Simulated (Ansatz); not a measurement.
**Abstraction of H: BH(SH)2 + CHBr2 → B(SH)2 + CH2Br2**

Species: BH(SH)2, singlet; CHBr2 `Br[CH]Br`, doublet; B(SH)2, doublet; CH2Br2 (dibromomethane) `BrCBr`, singlet. A radical takes H: the energy is the difference in strength between the B–H bond broken and the C–H bond made.

Shapes, held fixed at every level: PBE0-D4/def2-TZVP. Flexible molecules stand in one conformer, not always the lowest. Programs: Ansatz 0.2.0. The zero-point and thermal change to 298 K, harmonic and unscaled (PBE0-D4/def2-TZVP), is +6.3 kJ/mol.

| level | kind | ΔH(298 K) (kJ/mol) | less CCSD(T)/def2-TZVPP |
| --- | --- | --- | --- |
| r2SCAN-D4/def2-TZVPP | meta-GGA | +28.1 | -1.9 |
| B3LYP-D4/def2-TZVPP | global hybrid | +32.6 | +2.6 |
| BHLYP-D4/def2-TZVPP | global hybrid | +35.3 | +5.3 |
| PBE0-D4/def2-TZVPP | global hybrid | +28.0 | -2.0 |
| wB97M-V/def2-TZVPP | range-separated hybrid | +34.6 | +4.6 |
| wB97X-V/def2-TZVPP | range-separated hybrid | +36.6 | +6.6 |
| B2PLYP/def2-TZVPP | double hybrid | +32.1 | +2.1 |
| CCSD(T)/def2-TZVPP | coupled cluster or CI | +30.0 | 0.0 |

The highest level, CCSD(T)/def2-TZVPP, gives ΔH(298 K) = +30.0 kJ/mol; the levels span +28.0 to +36.6. The column of differences is taken from that level and isn't an error. No measured value is set beside it here. Open shells run unrestricted unless RO is named. Relativity is left out for Br unless named. Correlated rows may include outer-core shells of Br, which these sets cover unevenly.

Abstraction is endothermic at every level, so the B–H bond of BH(SH)2 is stronger than the C–H bond formed in CH2Br2. The likely reason lies in where the unpaired electron sits. In B(SH)2 it occupies a largely in-plane σ orbital on boron, roughly orthogonal to the sulfur lone pairs that donate into the empty boron p orbital, so π donation does little to stabilise the radical centre. In CHBr2, by contrast, the bromine lone pairs can delocalise the spin, and this stabilisation weakens the C–H bond of CH2Br2, so forming it repays less than breaking the B–H bond costs. The zero-point and thermal term of +6.3 kJ/mol adds to the endothermicity, consistent with stiffer vibrations of the new C–H bond, but most of the enthalpy is electronic.

The sign is therefore secure across these methods, while the ordering of the functionals doesn't follow exact exchange alone: PBE0 nearly coincides with r2SCAN. The reaction enthalpy doesn't establish the abstraction barrier, which also depends on polarity matching in the transition state.
